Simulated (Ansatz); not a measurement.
# Rh: pressure against volume per atom

Periodic Kohn-Sham DFT of a crystal at fixed atoms; pressure and stress are positive in compression; the energy is the free energy less that of spherical unpolarised free atoms; site moments are those in the method's own spheres, positive along +z. The results are calculated, by Ansatz 0.2.0.

Cell of the first row (space group Fm-3m, No. 225):
```
Rh
1.0
      0.0000     1.8627     1.8627
      1.8627     0.0000     1.8627
      1.8627     1.8627     0.0000
Rh
1
Direct
  0.00000 0.00000 0.00000
```

Settings of every row: method frozen-core PAW; functional LDA; relativity scalar; k mesh 16x16x16; filling fermi-dirac; smearing width 0.03 eV; wave cutoff 420 eV; paw set soft_2.

Atom start moment: 0 on all atoms.

Limits: PAW files made with PBE.

```
row  volume per atom (Å³)  pressure (GPa)
  1                12.927           7.677
  2                13.202           0.569
  3                13.477            -5.7
  4                13.614          -8.548
  5                13.752         -11.221
  6                13.889               ?
  7                14.027          -16.08
  8                14.302         -20.349
  9                14.577         -24.093
```

Question: what pressure should row 6 give?

Worked fit of pressure. Take u = (V_r/V)^(2/3) − 1 with V_r = 13.683 Å³ an atom, which is twice the finite (Eulerian) strain; such expansions in the strain, on which the Birch-Murnaghan equation of state is built, carry the rest volume and the bulk modulus. The shown rows have u = 0.03862, 0.02414, 0.01016, 0.00338, -0.00335, -0.01642, -0.02907, -0.04132. Least squares give pressure = −9.9028 + 398.965 × u + 1402.79 × u² + 1406 × u³ GPa; a parabola predicts inner rows, each left out in turn, worse (root mean square 0.023 against 0.0066 GPa). The rows lie off it by -0.001, 0.004, 0.003, -0.010, 0.003, 0.002, 0.001, -0.001 (root mean square 0.0042 GPa). The pressure vanishes at u = 0.0229, or V = 13.23 Å³ an atom, and there the bulk modulus at fixed shape and fractions is B = −V dP/dV = (2/3)(1 + u) dP/du = 317 GPa. The withheld row has u = -0.00991, so the fit gives −9.9028 + 398.965 × (-0.00991) + 1402.79 × (-0.00991)² + 1406 × (-0.00991)³ = -13.720 GPa.

The calculation gave -13.728 GPa. The fit lies 0.008 GPa (0.025 % of the column's range) above it; its largest miss of a shown row is 0.010 GPa.
